**Proton shieldings in the N-methylallylamine–alane adduct: parts, principal values and a carbon-current model**

The table holds GIAO ¹H shieldings, shifts against TMS, paramagnetic parts and spans for one gas-phase conformer of C4H12AlN, computed with PySCF at KT3/pcSseg-1 on a PBE0-D3(BJ)/def2-SVP geometry. The program splits shielding differences into diamagnetic and paramagnetic parts and into principal values, and tests a Pople–McConnell point-dipole model without fitted constants, least-squares lines on the bonded-carbon shielding and on the paramagnetic part, and the rule shielding = c + span/3. The paramagnetic part does not order the shifts (r = +0.15 over all rows, +0.56 without the NH proton). The dipole model, with assumed axes and a rough bond length, gives the sign and 0.76 to 0.83 of the vinyl–methyl difference, which supports the order of size only. The span rule rests on the NH row, its free slope falling from 0.34 to 0.14 without it, and the spread among the averaged methyl protons (0.76 ppm) far exceeds the rounding of the shifts.

GIAO proton shieldings of C4H12AlN, SMILES C=CC[N@@H+](C)[AlH3-], from PySCF 2.14.0 with density fitting: KT3/pcSseg-1, non-relativistic, gas phase, geometry PBE0-D3(BJ)/def2-SVP. The shift is the shielding of TMS at the same level less that here, and the span is the highest less the lowest principal value; equivalent protons are averaged.

## Analysis program

```python
# Table: 1H GIAO shieldings, shifts (TMS), paramagnetic parts and spans of C4H12AlN, PySCF KT3/pcSseg-1, gas phase.
# Tested: para/dia parts against the order, Lamb sizes, Pople-McConnell carbon-current model, span/3 rule, digits.
T = {
    'atom': ['H7', 'H8', 'H9', 'H10', 'H11', 'H12', 'H13', 'H16'],
    'count': [1, 1, 1, 1, 1, 1, 3, 3],
    'neighbours': ['C', 'C', 'C', 'C', 'C', 'N', 'C', 'Al'],
    'shift': [5.46, 5.42, 6.25, 3.04, 3.53, 1.21, 2.56, 3.8],  # ppm
    'iso': [25.86, 25.9, 25.07, 28.28, 27.79, 30.11, 28.76, 27.52],  # ppm
    'para': [-5.3, -2.2, -6.8, -3.6, -5.3, -6.0, -1.9, -2.7],  # ppm
    'span': [7, 6, 6, 7, 9, 13, 10, 7],  # ppm
}
import numpy as np
from scipy.constants import alpha, physical_constants as pc
at = list(T['atom']); ix = {a: i for i, a in enumerate(at)}
sh, iso, pa, sp = (np.array(T[k], float) for k in ('shift', 'iso', 'para', 'span'))
dia = iso - pa
# further outputs of the same run: principal values (ppm) of H7..H18 and of carbons 1, 2, 3, 5
eH = np.array([[22.567,25.286,29.715],[23.313,24.911,29.481],[22.551,23.91,28.742],[25.019,28.276,31.553],
 [22.788,28.516,32.07],[24.922,27.719,37.683],[23.572,27.677,34.701],[24.008,26.862,34.426],
 [25.94,27.349,34.294],[24.118,26.784,31.483],[24.304,26.478,31.646],[24.788,26.939,31.158]])
eC = {1: [-37.858,74.917,152.047], 2: [-59.79,58.201,161.899], 3: [109.277,122.776,151.071], 5: [125.561,135.693,182.267]}
e = np.vstack([eH[:6], eH[6:9].mean(0), eH[9:].mean(0)]); s = e[:, 2] - e[:, 0]
r = lambda x, y: np.corrcoef(x, y)[0, 1]
print("rounding (ppm): shift and shielding 0.005, para and dia 0.05, span 0.5")
print(f"shift + shielding: {min(sh+iso):.2f} to {max(sh+iso):.2f} ppm; shift range {np.ptp(sh):.2f}, para {np.ptp(pa):.1f}, dia {np.ptp(dia):.1f}")
print("atom on  shift   dia  para | low   mid   high  span (ppm; dia = shielding - para)")
for i, a in enumerate(at):
    print(f"{a:4s}{T['neighbours'][i]:3s}{sh[i]:6.2f}{dia[i]:6.1f}{pa[i]:6.1f} |{e[i,0]:6.2f}{e[i,1]:6.2f}{e[i,2]:6.2f}{s[i]:6.2f}")
for name, m in (("all 8 rows", np.ones(8, bool)), ("without H12", np.array([a != 'H12' for a in at]))):
    f = np.cov(pa[m], iso[m])[0, 1] / np.var(iso[m], ddof=1)
    print(f"{name}: r(shielding,para) {r(iso[m],pa[m]):+.2f}, r(shielding,dia) {r(iso[m],dia[m]):+.2f}, r(dia,para) {r(dia[m],pa[m]):+.2f}; share of variance para {100*f:.0f}%, dia {100-100*f:.0f}%")
print("shielding differences (ppm): total = para + dia | low/3 + mid/3 + high/3")
for a, b in (('H7','H8'),('H9','H7'),('H11','H10'),('H12','H9'),('H7','H13'),('H9','H13'),('H12','H13'),('H16','H13')):
    i, j = ix[a], ix[b]; d = (e[i] - e[j]) / 3
    print(f" {a}-{b}: {iso[i]-iso[j]:+.2f} = {pa[i]-pa[j]:+.1f} {dia[i]-dia[j]:+.1f} | {d[0]:+.2f} {d[1]:+.2f} {d[2]:+.2f}")
a0 = pc['Bohr radius'][0] * 1e10; L = alpha**2 / 3 * 1e6
R = {'C': (6, 1.1), 'N': (7, 1.0), 'Al': (13, 1.6)}  # Z and rough recalled X-H bond lengths (angstrom)
print(f"Lamb shielding of free H {L:.2f} ppm; bonded-atom term Z/R, origin on H: " + ", ".join(f"{k} {L*z*a0/x:.0f}" for k, (z, x) in R.items()) + " ppm")
r3 = (6 - 3*0.35 - 2*0.85)**3 / 24; Rb = R['C'][1] / a0
dip = lambda ev, c2: -np.dot(ev, 1 - 3*np.array(c2)) / (6 * r3 * Rb**3)
# assumed axes: vinyl low in plane across C=C, mid along C=C, high normal to plane; methyl high along C-N
me = dip(eC[5], [4/9, 4/9, 1/9]); mod = {}
print(f"carbon-current model (no fit): <r^-3>2p {r3:.2f} au, R {Rb:.2f} bohr; methyl term {me:+.1f} ppm")
for a, c in (('H7', 1), ('H8', 1), ('H9', 2)):
    v = dip(eC[c], [0.75, 0.25, 0]); mod[a] = v - me; ob = iso[ix[a]] - iso[ix['H13']]
    print(f" {a}: term {v:+.1f}, less methyl {v-me:+.1f}, table {ob:+.2f}, table - model {ob-v+me:+.1f} ppm, ratio {(v-me)/ob:.2f}")
print(f" a 5% change of R scales the model by {1.05**-3:.2f} or {0.95**-3:.2f}")
on = {'H7': 1, 'H8': 1, 'H9': 2, 'H10': 3, 'H11': 3, 'H13': 5}
print("carbon shieldings (ppm): " + ", ".join(f"C{c} {np.mean(v):.1f} (span {np.ptp(v):.0f})" for c, v in eC.items()))
k = [ix[a] for a in on]; xc = np.array([np.mean(eC[c]) for c in on.values()])
for name, x in (("bonded-carbon shielding", xc), ("own para part", pa[k])):
    p = np.polyfit(x, iso[k], 1); res = iso[k] - np.polyval(p, x)
    print(f"C-H rows, line on {name}: slope {p[0]:.3f}, r {r(x,iso[k]):+.2f}, rms {res.std():.2f} ppm, worst {at[k[np.argmax(abs(res))]]}")
    print("  residuals: " + " ".join(f"{at[i]} {v:+.2f}" for i, v in zip(k, res)))
nv = [ix[a] for a in ('H10', 'H11', 'H12', 'H13', 'H16')]; vi = [ix[a] for a in ('H7', 'H8', 'H9')]
c0 = np.mean(iso[nv] - s[nv]/3); res = iso - s/3 - c0; n4 = [i for i in nv if at[i] != 'H12']
print(f"shielding = c + span/3, c from non-vinyl rows {c0:.2f} ppm, rms {res[nv].std():.2f} (constant alone {iso[nv].std():.2f})")
print("  residuals: " + " ".join(f"{a} {v:+.2f}" for a, v in zip(at, res)))
print(f"  free slope non-vinyl {np.polyfit(s[nv],iso[nv],1)[0]:.2f}, without H12 {np.polyfit(s[n4],iso[n4],1)[0]:.2f} (r {r(s[n4],iso[n4]):+.2f}), all rows {np.polyfit(s,iso,1)[0]:.2f}")
h = eH.mean(1)
print(f"single shieldings: CH3 {h[6:9].min():.2f}-{h[6:9].max():.2f} (spread {np.ptp(h[6:9]):.2f}), AlH3 {h[9:].min():.2f}-{h[9:].max():.2f} (spread {np.ptp(h[9:]):.2f}) ppm")
print(f"mean shifts: vinyl {sh[vi].mean():.2f}, NCH2 {(sh[ix['H10']]+sh[ix['H11']])/2:.2f}; lowest vinyl less highest other {sh[vi].min()-sh[nv].max():.2f} ppm")
print(f"largest gaps, typed principal values against table: shielding {max(abs(e.mean(1)-iso)):.3f}, span {max(abs(s-sp)):.2f} ppm")
assert np.ptp(sh + iso) < 0.021 and max(abs(e.mean(1) - iso)) < 0.01
assert sh[vi].min() > sh[nv].max() and all(v < 0 for v in mod.values())
assert at[np.argmin(sh)] == 'H12' == at[np.argmax(sp)] and sh[ix['H16']] > sh[ix['H13']]
assert abs(r(iso, pa)) < 0.4
```

Running it gives:

```
rounding (ppm): shift and shielding 0.005, para and dia 0.05, span 0.5
shift + shielding: 31.32 to 31.32 ppm; shift range 5.04, para 4.9, dia 8.0
atom on  shift   dia  para | low   mid   high  span (ppm; dia = shielding - para)
H7  C    5.46  31.2  -5.3 | 22.57 25.29 29.71  7.15
H8  C    5.42  28.1  -2.2 | 23.31 24.91 29.48  6.17
H9  C    6.25  31.9  -6.8 | 22.55 23.91 28.74  6.19
H10 C    3.04  31.9  -3.6 | 25.02 28.28 31.55  6.53
H11 C    3.53  33.1  -5.3 | 22.79 28.52 32.07  9.28
H12 N    1.21  36.1  -6.0 | 24.92 27.72 37.68 12.76
H13 C    2.56  30.7  -1.9 | 24.51 27.30 34.47  9.97
H16 Al   3.80  30.2  -2.7 | 24.40 26.73 31.43  7.03
all 8 rows: r(shielding,para) +0.15, r(shielding,dia) +0.61, r(dia,para) -0.69; share of variance para 16%, dia 84%
without H12: r(shielding,para) +0.56, r(shielding,dia) +0.23, r(dia,para) -0.68; share of variance para 74%, dia 26%
shielding differences (ppm): total = para + dia | low/3 + mid/3 + high/3
 H7-H8: -0.04 = -3.1 +3.1 | -0.25 +0.12 +0.08
 H9-H7: -0.79 = -1.5 +0.7 | -0.01 -0.46 -0.32
 H11-H10: -0.49 = -1.7 +1.2 | -0.74 +0.08 +0.17
 H12-H9: +5.04 = +0.8 +4.2 | +0.79 +1.27 +2.98
 H7-H13: -2.90 = -3.4 +0.5 | -0.65 -0.67 -1.59
 H9-H13: -3.69 = -4.9 +1.2 | -0.65 -1.13 -1.91
 H12-H13: +1.35 = -4.1 +5.4 | +0.14 +0.14 +1.07
 H16-H13: -1.24 = -0.8 -0.4 | -0.03 -0.19 -1.01
Lamb shielding of free H 17.75 ppm; bonded-atom term Z/R, origin on H: C 51, N 66, Al 76 ppm
carbon-current model (no fit): <r^-3>2p 1.43 au, R 2.08 bohr; methyl term -0.4 ppm
 H7: term -2.8, less methyl -2.4, table -2.90, table - model -0.5 ppm, ratio 0.82
 H8: term -2.8, less methyl -2.4, table -2.86, table - model -0.5 ppm, ratio 0.83
 H9: term -3.3, less methyl -2.8, table -3.69, table - model -0.9 ppm, ratio 0.76
 a 5% change of R scales the model by 0.86 or 1.17
carbon shieldings (ppm): C1 63.0 (span 190), C2 53.4 (span 222), C3 127.7 (span 42), C5 147.8 (span 57)
C-H rows, line on bonded-carbon shielding: slope 0.036, r +0.99, rms 0.21 ppm, worst H9
  residuals: H7 +0.15 H8 +0.19 H9 -0.30 H10 +0.23 H11 -0.26 H13 -0.01
C-H rows, line on own para part: slope 0.426, r +0.54, rms 1.17 ppm, worst H8
  residuals: H7 -0.61 H8 -1.89 H9 -0.76 H10 +1.09 H11 +1.32 H13 +0.84
shielding = c + span/3, c from non-vinyl rows 25.45 ppm, rms 0.50 (constant alone 0.91)
  residuals: H7 -1.98 H8 -1.61 H9 -2.45 H10 +0.65 H11 -0.76 H12 +0.40 H13 -0.02 H16 -0.28
  free slope non-vinyl 0.34, without H12 0.14 (r +0.44), all rows 0.60
single shieldings: CH3 28.43-29.19 (spread 0.76), AlH3 27.46-27.63 (spread 0.17) ppm
mean shifts: vinyl 5.71, NCH2 3.29; lowest vinyl less highest other 1.62 ppm
largest gaps, typed principal values against table: shielding 0.004, span 0.47 ppm
```
